Appendix: The Luttinger parameter κ of InSb from γ1, γ2 and γ3 in the fifteen-state k·p basis

A.1 Problem

The fifteen-state basis of Cardona and Pollak (1966) consists of the orbital zone-centre states that evolve from the plane waves with reciprocal-lattice vectors (2π/a)(000), (2π/a)(111) and (2π/a)(200), which number 1 + 8 + 6 = 15. The model Hamiltonian holds the zone-centre energies, the free-electron term ħ²k²/2m0 and the coupling (ħ/m0)k·p among these states; no remote-band terms are added.

Compiled measured values for InSb at 0 K (Vurgaftman 2001):
 direct gap Eg = E(Γ6c) − E(Γ8v) = 0.235 eV
 valence spin-orbit splitting Δ0 = 0.81 eV
 electron mass mc = 0.0135 m0
 γ1 = 34.8, γ2 = 15.5, γ3 = 16.5

Assumed inputs, needed only in parts (d) and (e):
 E0′ = E(Γ7c) − E(Γ8v) = 3.2 eV (typical)
 Δ0′ = E(Γ8c) − E(Γ7c) = 0.35 eV (typical)
 w = 0.05, weight of one (220) plane-wave combination in the valence-band edge state (assumed, illustrative)

Constants: ħ²/2m0 = 3.80998 eV Å², μB = 57.88 μeV/T. The free-electron g factor is set to 2.

(a) Show that the basis holds no Γ25 level and derive κ as a function of γ1, γ2, γ3.
(b) Find L, M, N, F, G, H1 and κ for InSb, with the spread caused by the rounding of the γ's.
(c) Test F against the electron mass and find the reduced parameter κ′ of the eight-band model.
(d) Find the correction caused by the spin-orbit splitting Δ0′.
(e) Estimate the effect of the missing Γ25 level, and give the κ terms of the Γ8v energies at B = 1 T along [001].

A.2 Conventions

Energies are electron energies, counted upward from the valence-band edge Ev. Single-group labels are those of Td: Γ15 transforms as the polar vector (x, y, z) and Γ25 as an axial vector. The valence triplet X, Y, Z is Γ15. In a magnetic field ħk = p + eA with e > 0, so that [kx, ky] = −ieBz/ħ and (ħ²/2m0)[kx, ky] = −iμB Bz. The symbol {A, B} means (AB + BA)/2. The Γ8v Hamiltonian of Luttinger (1956) is written

H = −(ħ²/2m0)[(γ1 + 5γ2/2)k² − 2γ2 Σi Ji² ki² − 4γ3 Σ(i<j) {Ji, Jj}{ki, kj}] − 2μB Σi (κ Ji + q Ji³) Bi, (A1)

with J = 3/2 matrices. L, M, N, F, G, H1, H2 are dimensionless, in units of ħ²/2m0, and exclude the free-electron term.

A.3 Solution of (a): the relation

Symmetry content of the basis. Zinc blende is symmorphic, so with the origin on an atom each operation of Td permutes the plane waves, and the character is the number of vectors left fixed. For the classes E, 8C3, 3C2, 6σd, 6S4 the fifteen vectors give 15, 3, 3, 7, 1. The characters of Γ25 are 3, 0, −1, −1, +1, so its multiplicity is (45 + 0 − 9 − 42 + 6)/24 = 0. The same reduction gives 4Γ1 + Γ12 + 3Γ15. The twelve (220) vectors have characters 12, 0, 0, 2, 0 and contain Γ25 with multiplicity (36 − 12)/24 = 1; this is the lowest shell in which it occurs. The crystal potential mixes states of equal symmetry and cannot create a missing representation. In the diamond labels of the original model the valence triplet is Γ25′, and the odd levels Γ2′, Γ12′, Γ15, Γ25 to which p couples it become Γ1, Γ12, Γ15, Γ25 of Td.

Second-order Hamiltonian. Without spin-orbit coupling, second-order perturbation theory for the triplet gives

D(a,b) = (ħ²/2m0)[δab k² + Σij D(ai,bj) ki kj], D(ai,bj) = (2/m0) Σn ⟨a|pi|n⟩⟨n|pj|b⟩/(Ev − En). (A2)

There is no first-order term: for real X, Y, Z the matrix of pi within the triplet is antisymmetric, while Td allows only the symmetric form |ε(a,i,b)|. The nine vectors pj|b⟩ transform as Γ15 ⊗ Γ15 = Γ1 + Γ12 + Γ15 + Γ25, that is, as the trace, the traceless diagonal, the symmetric off-diagonal and the antisymmetric part of a 3 × 3 tensor. Each representation occurs once, so by Schur's lemma the 9 × 9 array is a sum of the four projectors,

D = 3F P(Γ1) + 3G P(Γ12) + 2H1 P(Γ15) + 2H2 P(Γ25). (A3)

The prefactors reproduce the sums of Dresselhaus, Kip and Kittel (1955): F = (2/m0) Σ |⟨X|px|n⟩|²/(Ev − En) over Γ1 states, G is one half of the same sum over both partners of the Γ12 levels, and H1, H2 are (2/m0) Σ |⟨X|py|n⟩|²/(Ev − En) over Γ15 and Γ25 states. A level above Ev contributes a negative amount. The projector elements are P(Γ1)(xx,xx) = P(Γ1)(xx,yy) = 1/3, P(Γ12)(xx,xx) = 2/3, P(Γ12)(xx,yy) = −1/3, P(Γ15)(xy,xy) = P(Γ15)(xy,yx) = 1/2, and P(Γ25)(xy,xy) = −P(Γ25)(xy,yx) = 1/2. Hence, in units of ħ²/2m0,

D(X,X) = (1 + L)kx² + (1 + M)(ky² + kz²), D(X,Y) = N₊ kx ky + N₋ ky kx,
L = F + 2G, M = H1 + H2, N₊ = F − G, N₋ = H1 − H2, N = N₊ + N₋. (A4)

Projection on J = 3/2. Let (ℓi)ab = −iε(i,a,b) be the ℓ = 1 matrices on X, Y, Z. The part of D symmetric in k is (1 + L)k² − (L − M) Σ ℓi² ki² − 2N Σ(i<j) {ℓi, ℓj}{ki, kj}. The antisymmetric part of D(X,Y) is (N₊ − N₋)[kx, ky]/2, which in energy units is −iμB Bz (N₊ − N₋)/2; since (ℓz)XY = −i, this is μB (N₊ − N₋) ℓ·B/2. The spin adds μB σ·B. Within J = ℓ + σ/2 = 3/2 the projections are ℓ → 2J/3, σ → 2J/3, ℓi² → Ji²/3 + 1/4 and {ℓi, ℓj} → {Ji, Jj}/3. Comparison with (A1) gives

γ1 = −1 − (L + 2M)/3, γ2 = −(L − M)/6, γ3 = −N/6,
κ = −(N₊ − N₋)/6 − 1/3 = −(F − G − H1 + H2)/6 − 1/3, q = 0. (A5)

Four sums F, G, H1, H2 thus fix four parameters γ1, γ2, γ3, κ. From (A5), κ − γ3 = N₋/3 − 1/3 and M = 2γ2 − γ1 − 1. With N₋ = M − 2H2,

κ = γ3 + 2γ2/3 − γ1/3 − 2/3 − 2H2/3. (A6)

In the fifteen-state basis the Γ25 sum is empty and H2 = 0. Then H1 = M; N − M = F − G together with L = F + 2G gives

F = (L − 2M + 2N)/3, G = (L + M − N)/3, H1 = M, (A7)

κ = γ3 + 2γ2/3 − γ1/3 − 2/3. (A8)

The result uses only the absence of Γ25. The extra couplings that the lack of inversion symmetry allows in InSb, to further Γ1 and Γ15 levels, change the values of F and H1 and leave (A8) intact. As a limiting check, with all couplings switched off γ1 = −1, γ2 = γ3 = 0, and (A8) gives κ = −1/3, the free spin.

A.4 Solution of (b): numbers

Inverting (A5):
 M = 2γ2 − γ1 − 1 = 31.0 − 34.8 − 1 = −4.8
 L = M − 6γ2 = −4.8 − 93.0 = −97.8
 N = −6γ3 = −99.0

Equation (A7):
 F = (−97.8 + 9.6 − 198.0)/3 = −95.4
 G = (−97.8 − 4.8 + 99.0)/3 = −1.2
 H1 = −4.8

Multiplied by 3.80998 eV Å²: L = −373, M = H1 = −18.3, N = −377, F = −363, G = −4.6 eV Å². All three sums are negative, as expected when levels above Ev dominate. The ordered coefficients are N₊ = −94.2 and N₋ = −4.8; these are what an envelope-function model needs in order to place kx and ky on the correct sides of a position-dependent parameter at an interface.

Equation (A8) gives κ0 = 16.5 + 10.333 − 11.600 − 0.667 = 14.567, where the terms are rounded and the sum is 437/30; (A5) gives the same, (94.2 − 4.8)/6 − 1/3 = 14.567. The third decimal is a guard digit for later steps.

The γ's are listed to one decimal, so each carries a rounding spread of ±0.05. In terms of the γ's, F = (γ1 + 1)/3 − 8γ2/3 − 4γ3 and G = 2γ3 − 2(γ1 + γ2 + 1)/3. Adding absolute values of the coefficients gives the worst cases: ±0.35 for F, ±0.17 for G, ±0.15 for H1 and ±0.10 for κ0. So κ0 = 14.6 ± 0.1 from rounding alone, while G, a small difference of large numbers, is fixed only to 14 %. The real uncertainty of the compiled γ's is not given with them and may be larger. H1 has a direct meaning: the heavy-hole mass along [001] is m0/(γ1 − 2γ2) = −m0/(1 + H1) = 0.263 m0.

A.5 Solution of (c): the Γ6c level and κ′

Spin-orbit coupling in InSb is not small: Δ0/Eg = 3.4. The derivation survives for the dominant term because the γ's and κ refer to Γ8v alone and denominators are counted from Γ8v. A Γ1 level becomes an unsplit Γ6 level, and Γ6 ⊗ Γ15 contains Γ8 once, so the Γ8v–Γ6c coupling has a unique matrix form whatever the spin-orbit mixing of the states. With EP = 2m0P²/ħ², its contribution is F = −EP/Eg, which by (A4) and (A5) adds

EP/3Eg to γ1, and EP/6Eg to each of γ2, γ3 and κ. (A9)

These satisfy (A8) term by term: 1/6 + 1/9 − 1/9 = 1/6.

If all of F is assigned to Γ6c, EP = 95.4 × 0.235 eV = 22.42 eV and P = (22.42 eV × 3.80998 eV Å²)^(1/2) = 9.24 eV Å. Second-order coupling of Γ6c to the valence triplet, with one P for Γ8v and Γ7v and no other bands, gives

m0/mc = 1 + (EP/3)[2/Eg + 1/(Eg + Δ0)]. (A10)

Here EP/3 multiplies 2/Eg because four of the six valence states lie at depth Eg and two at Eg + Δ0. The bracket is 8.5106 + 0.9569 = 9.4676 eV⁻¹ (sum of the unrounded terms), so m0/mc = 71.75 and mc = 0.0139 m0, about 3 % above the compiled 0.0135 m0. The mass was not used in obtaining F; the check is one of consistency within a single compilation, and it neglects the other Γ1 levels in F and the higher bands in mc.

An eight-band model treats Γ6c explicitly and needs the parameters with (A9) removed. Fitting EP to the compiled mass through (A10) gives EP = 3 × (74.074 − 1)/9.4676 eV⁻¹ = 23.155 eV and EP/Eg = 98.532, so EP/3Eg = 32.844 and EP/6Eg = 16.422. Then γ1′ = 1.956, γ2′ = −0.922, γ3′ = 0.078 and κ′ = 14.567 − 16.422 = −1.855. Because (A9) obeys the relation, the primed set obeys (A8) as well, with the same constant −2/3. The rounding of mc (±0.00005 m0) moves EP/6Eg by ±0.06, so only κ′ ≈ −1.9 is significant, and the value depends on the neglect of remote bands in (A10). A correction that is small against κ need not be small against κ′.

A.6 Solution of (d): splitting of the Γ15 conduction level

The Γ12 level becomes a single Γ8 level and keeps one denominator. A Γ15 level splits into Γ7c at E7 = E0′ and Γ8c at E8 = E0′ + Δ0′, and its term must be recomputed. The coupling is (ħ/m0)⟨a|pi|c⟩ = Q|ε(a,i,c)| up to a phase, with EQ = 2m0Q²/ħ². As a matrix on the triplet, |ε(a,x,c)| = −2{ℓy, ℓz}, which projects between two J = 3/2 quartets to −(2/3){Jy, Jz} = −Γx/√3, with Γx = (2/√3){Jy, Jz} and cyclic permutations. In the order m = 3/2, 1/2, −1/2, −3/2 the matrices Γx and Γy are block diagonal, Γx = (σy, −σy) and Γy = (σx, −σx). The three Γi anticommute and square to unity, and Γx Γy = −i diag(1, −1, 1, −1) = −i(4Jz³/3 − 7Jz/3).

The Γ8c term is −(ħ²/2m0)(EQ/3E8) Σ Γi Γj ki kj. Its symmetric part is −(ħ²/2m0)(EQ/3E8)k², which enters γ1 only. Its antisymmetric part for B along z is −(ħ²/2m0)(EQ/3E8) Γx Γy [kx, ky] = μB Bz (EQ/3E8)(4Jz³/3 − 7Jz/3), which fixes its share of κ and q through (A1). For E7 = E8 = E the two levels together must give H1 = −EQ/E in (A5), namely 2/3, −1/6, 1/6, −1/6, 0 times EQ/E for γ1, γ2, γ3, κ, q. Subtraction gives the Γ7c share:

 level, factor: γ1, γ2, γ3, κ, q
 Γ8c, EQ/E8: 1/3, 0, 0, 7/18, −2/9
 Γ7c, EQ/E7: 1/3, −1/6, 1/6, −5/9, 2/9

The combination κ − γ3 − 2γ2/3 + γ1/3 equals +1/2 for the first row and −1/2 for the second, which is −9/4 times the q entry in each. Therefore

q = (2/9)EQ(1/E7 − 1/E8), κ + 9q/4 = γ3 + 2γ2/3 − γ1/3 − 2/3. (A11)

The right-hand side of (A8) thus gives κ + 9q/4, and gives κ itself only for Δ0′ = 0.

To find EQ, assign the whole of M = 2γ2 − γ1 − 1 to this pair of levels, neglecting the upper Γ15 level of the basis. The table gives M = −EQ(1/3E8 + 2/3E7). With E7 = 3.2 eV and E8 = 3.55 eV the bracket is 0.09390 + 0.20833 = 0.30223 eV⁻¹, so EQ = 4.8/0.30223 eV⁻¹ = 15.88 eV and Q = 7.8 eV Å. With 1/E7 − 1/E8 = 0.03081 eV⁻¹,

q = (2/9)(15.88 eV)(0.03081 eV⁻¹) = 0.109, 9q/4 = 0.245, κ = 14.567 − 0.245 = 14.322.

In closed form q = (2/3)|M|Δ0′/(3E0′ + 2Δ0′), nearly proportional to the assumed Δ0′. The shift is 1.7 % of κ0, over twice the rounding spread, and 13 % of |κ′|. The splitting also biases (A7): inserting the table into it shows that the apparent values are G + q and F − q/2, so the corrected sums are G = −1.31 and F = −95.35. Spin-orbit mixing among Γ8 levels of different orbital origin, and the terms linear in k that inversion asymmetry allows within Γ8v and between Γ8v and Γ7v, are left out here; by the uniqueness argument of A.5, such mixing can alter the strength of the Γ6c term and not its form.

A.7 Solution of (e): the missing level and the field terms

By (A6) a Γ25 level above Ev, with H2 < 0, raises κ by 2|H2|/3. For a rough size, take the Γ25 state as a pure (220) combination at its free-electron position. With u = (ħ²/2m0)(2π/a)², the (111) and (220) shells lie at 3u and 8u, so En − Ev ≈ 5u. Since p is diagonal in plane waves, only the (220) content of X couples. Let b = 4π/a. The X-like combination sin(by) sin(bz) is turned by py into a multiple of b cos(by) sin(bz), and half of the squared norm of this function lies along the Γ25 function sin(bz)[cos(by) − cos(bx)]. The other X-like combination of the shell, sin(bx)[cos(by) + cos(bz)], is turned into an even function and has no overlap with the odd Γ25 function. With w the weight of sin(by) sin(bz) in X, |⟨Γ25|py|X⟩|² = wħ²b²/2 and (2/m0) times this is 8uw. The lattice constant cancels:

H2 ≈ −8w/5. (A12)

For the assumed w = 0.05, H2 ≈ −0.08 and κ rises by 0.05, within the rounding spread and opposite in sign to the shift of part (d). A weight w ≈ 0.23 would be needed to cancel that shift. Both corrections together give κ ≈ 14.4.

For B along [001] the last term of (A1) separates the m = ±3/2 states by E(3/2) − E(−3/2) = −(6κ + 27q/2)μB B and the m = ±1/2 states by −(2κ + q/2)μB B. Since 6κ + 27q/2 = 6(κ + 9q/4), the first is fixed by the γ's alone through (A11): the factor is 87.40 both from 6 × 14.567 and from 6 × 14.322 + 13.5 × 0.109, and the magnitude at 1 T is 87.40 × 57.88 μeV = 5.06 meV. For m = ±1/2 the factor falls from 29.13 (q = 0) to 28.70, or from 1.69 meV to 1.66 meV. These are terms of the Hamiltonian and not observable spin splittings. The orbital terms are of the same size: ħeB/m0 = 0.1158 meV at 1 T, and the in-plane coefficient γ1 + γ2 = 50.3 of the m = ±3/2 states makes this 5.8 meV, so bulk Landau levels require the diagonalisation of the whole of (A1).

A.8 Result

For the compiled γ's of InSb the fifteen-state relation gives F = −95.4, G = −1.2, H1 = −4.8 and κ + 9q/4 = 14.6 ± 0.1, the spread being rounding only. With the typical E0′ and Δ0′ the model separates this into q ≈ 0.11 and κ ≈ 14.3, and the illustrative Γ25 term brings κ to about 14.4. These are the model's values, resting on H2 = 0 or on the assumed inputs, and not measured properties of InSb.